Vertical singlet excitations of benzocyclobutene, C8H8 (SMILES c1ccc2c(c1)CC2, point group C2v), in the gas phase at the GFN2-xTB geometry. TDDFT with B3LYP/def2-SVPD in PySCF 2.14.0, with density fitting and core orbitals frozen in the response. From and to name the leading orbital pair, f is the oscillator strength, and n/a means that an orbital energy was not listed.

```
state    from      to  energy (eV)      f  weight of the pair  orbital energy difference (eV)
    1    HOMO    LUMO         5.29  0.031                0.71                            6.19
    2    HOMO  LUMO+1         5.99  0.000                0.53                            6.56
    3    HOMO  LUMO+2         6.47  0.007                0.96                            7.31
    4    HOMO  LUMO+3         6.79  0.002                0.96                             n/a
    5  HOMO-1  LUMO+2         6.83  0.001                0.89                            7.66
    6  HOMO-1    LUMO         6.84  0.419                0.51                            6.54
    7  HOMO-1  LUMO+1         6.92  0.711                0.68                            6.91
    8    HOMO  LUMO+4         6.94  0.000                0.95                             n/a
```

Each row is a singlet excitation from TD-B3LYP. The columns from and to name its leading orbital pair, the weight is that pair's share of the state, f is the oscillator strength, and the orbital energy difference, d below, is the empty level less the filled one. Subtracting one constant from d fails as an estimate of the energy E: d − E is +0.90 eV in row 1 and −0.30 eV in row 6, and the least-squares single shift misses row 6 by 0.77 eV. The states must first be sorted by weight. The arithmetic can be done by hand, but d and the weights still come from a calculation.

Rows 1 and 2 have weights of 0.71 and 0.53. In the same calculation the rest of row 1 is almost wholly the leading pair of row 7, and the rest of row 2 that of row 6. These are the ππ* states of the ring: two configurations of equal symmetry mix and push each other apart. With both d lowered by a shift Δπ and a coupling V, the 2×2 problem gives

E(lower, upper) = mean d − Δπ ∓ r, with r = √(δ² + V²)

where δ = ½[d(upper state) − d(lower state)], each d taken from the row of that state. The leading weight is ½(1 + δ/r). Least squares on rows 1, 2, 6 and 7, rounded to 0.05 eV, gives Δπ = 0.30 eV and V = 0.55 eV. For row 1, part of that fit, d = 6.19 and 6.91 eV:

mean d = 6.55, δ = 0.36, r = √(0.36² + 0.55²) = 0.657 eV
E = 6.55 − 0.30 − 0.657 = 5.59 eV

The calculation has 5.29 eV, so the rule is 0.30 eV (5.7 %) high. The plus sign gives 6.91 eV against 6.92 for row 7. TD-B3LYP is known to place this kind of state several tenths of an eV too high in benzene, so against a spectrum the error would probably grow; the energies are also vertical, without vibrational averaging.

Mixing explains the weakness of both rows. Suppose the two configurations carry equal transition dipoles and enter with amplitudes cos θ and sin θ. The repulsion between their transition densities raises the combination in which the dipoles add, so in the lower state they subtract. Since f goes as energy times dipole squared, and s = sin 2θ = V/r,

f(lower)/f(upper) = [(1 − s)/(1 + s)] × E(lower)/E(upper)

For row 1, s = 0.837 and the ratio is (0.163/1.837) × (5.59/6.91) = 0.072, against 0.031/0.711 = 0.044. When Δπ and V are tuned to rows 1 and 7 alone the energies match by construction, but the weight, 0.72 against 0.71 and 0.68, and the ratio, 0.041, are not fitted and support the picture. The shared constants give a weight of 0.77.

Row 2 is darker because its δ nearly vanishes. The d column shows the two filled levels split by 6.54 − 6.19 = 0.35 eV and the two empty ones by 6.56 − 6.19 = 0.37 eV. Pair 1/7 has half their sum as δ, pair 2/6 half their difference, −0.01 eV, which is of the size of the rounding. The rule therefore says only that mixing is even and f near zero; its weight of 0.49 names the wrong leading pair. Its energy, 5.70 eV, is 0.29 eV below the calculated 5.99.

The opposite errors in rows 1 and 2 are built into the rule. Both pairs use the same four orbitals, so their mean d is identical, yet the calculated centres lie at 6.105 and 6.415 eV and the splittings differ by nearly a factor of two. The two-electron integrals differ between the pairs, as in benzene, where the two dark states are well separated and the two bright ones degenerate. Constants taken from one pair miss the dark state of the other by about 0.6 eV, which is the fairer measure for a state outside the fit. The shared Δπ and V are compromises without separate physical meaning.

Rows 3 to 5 are nearly single configurations, with weights of 0.89 or more. Rows 3 and 4 are polarised out of the ring plane, hence π→σ-type, and LUMO+2 has its largest listed weights on the CH2 groups. Here

E = d − Δσ, with Δσ = 0.85 eV (mean of rows 3 and 5, rounded)

and row 3, again a fitted row, gives 7.31 − 0.85 = 6.46 eV against 6.47. Theory suggests why Δσ exceeds Δπ. The singlet exchange term raises the energy and needs hole and electron to overlap; it is large for ππ* and small here, leaving the 20 % of the hole–electron attraction that exact exchange in B3LYP supplies. At an assumed separation of 3 to 4 Å that is of order 1 eV. The close fit proves little: rows 3 and 5 share the empty orbital, and their 0.36 eV gap simply repeats the spacing of the filled levels. LUMO+2 is unbound, at +0.68 eV, so its d and Δσ belong to this basis. Row 5 is forbidden in C2v; its f of 0.001 reflects slightly broken symmetry, and borrowing from row 6, 0.01 eV away with a nearly parallel dipole, is a guess.

Rows 6 and 7 hold 96.5 % of the summed f and are polarised at right angles in the plane. The rule is within 0.04 eV for both, because its errors in centre and in r cancel for upper states and add for lower ones. Absolute intensities are harder: a ring of radius R, roughly 1.4 Å as recalled for an aromatic bond, gives a squared dipole R²(1 + s)/2 and, with constants tuned to each pair, overshoots f by factors of 2.8 in row 6 and 1.6 in row 7.

Rows 4 to 8 span 0.15 eV and lie above the B3LYP ionisation threshold, minus the HOMO energy, 6.63 eV, where diffuse states shift with the basis. B3LYP also tends to place diffuse states too low, which may affect row 3 as well. Neither calculation nor rule fixes the order of rows 4 to 8. Rows 4 and 8 were not fitted; over the six fitted rows, three constants leave an rms error of 0.17 eV, listed row by row in the printed output below.

The structure of the rule should carry over better than its constants. In benzene both δ vanish and both lower states are forbidden. A substituent that splits the levels further at unchanged mean d would, by the rule, lower and brighten the row 1 state, and one that splits filled and empty levels unequally would light up row 2. More exact exchange opens d and raises the shifts: slightly larger fractions change them modestly, while Hartree–Fock orbitals would need several eV.

The analysis program printed:

```
rounding floor: E, de 0.005 eV (difference 0.01); weight 0.005; rows 4, 8 have no de
de-E (eV): r1:+0.90 r2:+0.57 r3:+0.84 r5:+0.83 r6:-0.30 r7:-0.01
one shift 0.47 eV: rms 0.46, worst 0.77 eV (row 6)
fit: Dpi 0.290, V 0.554, Dsigma 0.835 eV (3 constants, 6 rows)
rounded rule: Dpi 0.30, V 0.55, Dsigma 0.85 eV
rule rows 1/7: mean de 6.550, delta +0.360, root 0.657, centre 6.250 eV, weight 0.77
  s 0.837, f ratio low/up 0.0720; calc 0.0435
rule rows 2/6: mean de 6.550, delta -0.010, root 0.550, centre 6.250 eV, weight 0.49
  s 1.000, f ratio low/up 0.0001; calc 0.0001
row 1: rule 5.59, calc 5.29, error +0.30 eV (+5.7 %)
row 2: rule 5.70, calc 5.99, error -0.29 eV (-4.8 %)
row 3: rule 6.46, calc 6.47, error -0.01 eV (-0.2 %)
row 5: rule 6.81, calc 6.83, error -0.02 eV (-0.3 %)
row 6: rule 6.80, calc 6.84, error -0.04 eV (-0.6 %)
row 7: rule 6.91, calc 6.92, error -0.01 eV (-0.2 %)
rule: rms 0.17, worst 0.30 eV
ring radius R 2.65 bohr (rough recalled 1.4 A)
own pair 1/7: centre 6.105, split 1.63, Dpi 0.445, V 0.731 eV
  weight 0.72 vs calc 0.71, 0.68; f ratio 0.0414 vs 0.0435
  carried to rows 2/6: errors -0.62, -0.00 eV
  ring model row 7: mu 2.58 vs 2.05 au; f 1.13 vs 0.711 (x1.6)
own pair 2/6: centre 6.415, split 0.85, Dpi 0.135, V 0.425 eV
  weight 0.49 vs calc 0.53, 0.51; f ratio 0.0001 vs 0.0001
  carried to rows 1/7: errors +0.57, +0.05 eV
  ring model row 6: mu 2.65 vs 1.58 au; f 1.17 vs 0.419 (x2.8)
|cos| of dipoles: 1-7 1.00, 6-7 0.00, 3-6 0.02, 3-7 0.01, 5-6 0.95
E5-E3 0.36 eV vs HOMO-(HOMO-1) 0.35 eV; E7-E6 0.08, E6-E5 0.01 eV
crude 0.2 e^2/r at r = 3, 4 A: 1.0, 0.7 eV
-e(HOMO) 6.63 eV; rows above: [4, 5, 6, 7, 8]; span rows 4-8 0.15 eV
share of total f in rows 6+7: 96.5 %; f7/f1 23
```
